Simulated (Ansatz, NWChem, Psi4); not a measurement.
## Errors in the dipole moment

6 molecules without hydrogen; the dipole moment in D, computed less measured. Shapes, held fixed at every level: PBE0-D4/def2-TZVP. No vibrational averaging. Dipoles are compared by magnitude; molecules under 1 D, whose direction can flip, are left out. Programs: NWChem 7.3.0, Psi4 1.11. Measured values: NIST CCCBDB.

Levels: A = HF/3-21G; B = B3LYP/6-31G* (spherical functions); C = PBE0/def2-SVP.

```
                  molecule  measured      A      B      C
          BrF (SMILES FBr)      1.42  +0.48  -0.09  +0.11
  NClO (nitrosyl chloride)      1.90  +0.06  -0.04  -0.30
   SF2 (sulfur difluoride)      1.05  +0.87  +0.09  +0.27
   NOF (nitrosyl fluoride)      1.81  -0.57  -0.70  -0.56
      SO2 (sulfur dioxide)      1.63  +0.93  +0.08  +0.12
AsF3 (arsenic trifluoride)      2.59  +0.77  -0.32  -0.13
```

**Question.** Which level does best on this set, which worst, and which err to one side?

**Answer.** 
```
                             level           kind  mean error  mean absolute error  worst case
                          HF/3-21G   Hartree–Fock      +0.423                0.613         SO2
B3LYP/6-31G* (spherical functions)  global hybrid      -0.163                0.220         NOF
                     PBE0/def2-SVP  global hybrid      -0.082                0.248         NOF
```

On this set B3LYP/6-31G* (spherical functions) has the smallest mean absolute error and HF/3-21G the largest. HF/3-21G is too high in 5 of 6; B3LYP/6-31G* (spherical functions) is too low in 4 of 6. The levels differ in basis as well as in method. The tabulated value of NOF is in doubt (older tables, estimates, or at odds with other calculations) and kept here. Over the 5 molecules whose values aren't doubted the mean absolute errors are A 0.622; B 0.124; C 0.186. The smallest two are near a tie. Relativity is left out for As, Br. The set is small.

The clearest result is the excess polarity of HF/3-21G, greatest for SO2, SF2 and AsF3. Hartree–Fock tends to exaggerate charge separation in polar bonds, because correlation, which would return some density from the electronegative atom, is missing. 3-21G also has no d polarization functions on sulfur or arsenic (the d functions it has on arsenic describe the filled 3d shell), so the central atom can't polarize properly towards its fluorine or oxygen neighbours. Both hybrids remove most of this excess, but they bring in correlation and polarization functions together, so the two causes can't be separated here.

The nitrosyl halides break the pattern: HF/3-21G is nearly right for NClO and too low for NOF. In these molecules the N–O and N–X contributions partly oppose each other, so the small error for NClO probably reflects cancellation rather than a good density. For NOF all three levels fall short by similar amounts, which suggests a shared cause, either the reference value or the common geometry. The low mean error of B3LYP/6-31G* comes mostly from NOF and AsF3, and is weak evidence of a systematic bias.
